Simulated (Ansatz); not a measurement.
# Ti5Ge3: do energies and stresses tell the same story?

Level of theory: DFT PBEsol, scalar-relativistic, plane waves, PAW (Ansatz).

Cutoff 420 eV; k points 6×6×8 on the computed 16-atom cell (Γ-centred); Gaussian smearing, width 0.10 eV; no spin polarisation.

Relaxed cell: P6_3/mcm, a = 7.498 Å, b = 7.498 Å, c = 5.147 Å, α = 90.00°, β = 90.00°, γ = 120.00°, 16 atoms in the primitive cell. Whether it is the stable form of this composition wasn't checked.

Energies at zero smearing and pressures from the stress tensor, at volumes with shape and atoms relaxed:
```tsv
V (Å³/atom)	E − E(first) (meV/atom)	P (GPa)
13.783	0.00	23.58
14.252	-58.03	16.23
14.722	-96.11	9.95
15.192	-117.15	4.58
15.662	-123.63	0.00
16.132	-117.69	-3.91
16.602	-101.15	-7.24
17.228	-65.33	-10.91
```

Question: Check P = −dE/dV between neighbouring volumes, and get the bulk modulus from the pressures alone.

Answer: With 1 eV/Å³ = 160.2 GPa:
| middle V (Å³/atom) | −ΔE/ΔV (GPa) | mean P (GPa) |
| --- | --- | --- |
| 14.018 | 19.787 | 19.902 |
| 14.487 | 12.985 | 13.089 |
| 14.957 | 7.174 | 7.266 |
| 15.427 | 2.210 | 2.290 |
| 15.897 | -2.027 | -1.955 |
| 16.367 | -5.638 | -5.575 |
| 16.915 | -9.161 | -9.078 |

The two differ by 0.12 GPa at most. The mean of two end pressures misses the average over a step by about ΔV² P″/12, up to 0.09 GPa here; with that taken off 0.02 GPa remains. Around V = 15.662 Å³/atom, the two neighbours give B = −V ΔP/ΔV = 15.662 × 8.49 / 0.940 = 141.5 GPa, against B0 = 140.7 GPa from the Birch–Murnaghan fit of the energies.

Cost: 9 runs of about 53 core-minutes in all, on Intel Xeon Processor @ 2.70GHz (shared hosts).

Energies and stresses describe the same equation of state. The mean pressure exceeds the energy slope in every interval, as expected for a convex P(V) curve, whose chord lies above it. The excess shrinks on expansion as the curvature falls, except in the last interval, where the volume step is wider. The same anharmonicity probably explains most of the gap between 141.5 and 140.7 GPa: a symmetric difference across a curve that flattens with volume slightly overestimates the slope at its centre.

Physically, the stiffening under compression reflects the steep rise of Pauli repulsion and electronic kinetic energy as the atoms are pushed together, whereas the attraction from Ti d–Ge p and Ti–Ti bonding varies more gently. The considerable resistance to compression fits a metal-rich germanide with mixed covalent and metallic bonding, though the bulk modulus alone can't separate the two contributions. The agreement establishes internal consistency rather than accuracy against experiment, since an error of the functional would enter energy and stress alike.
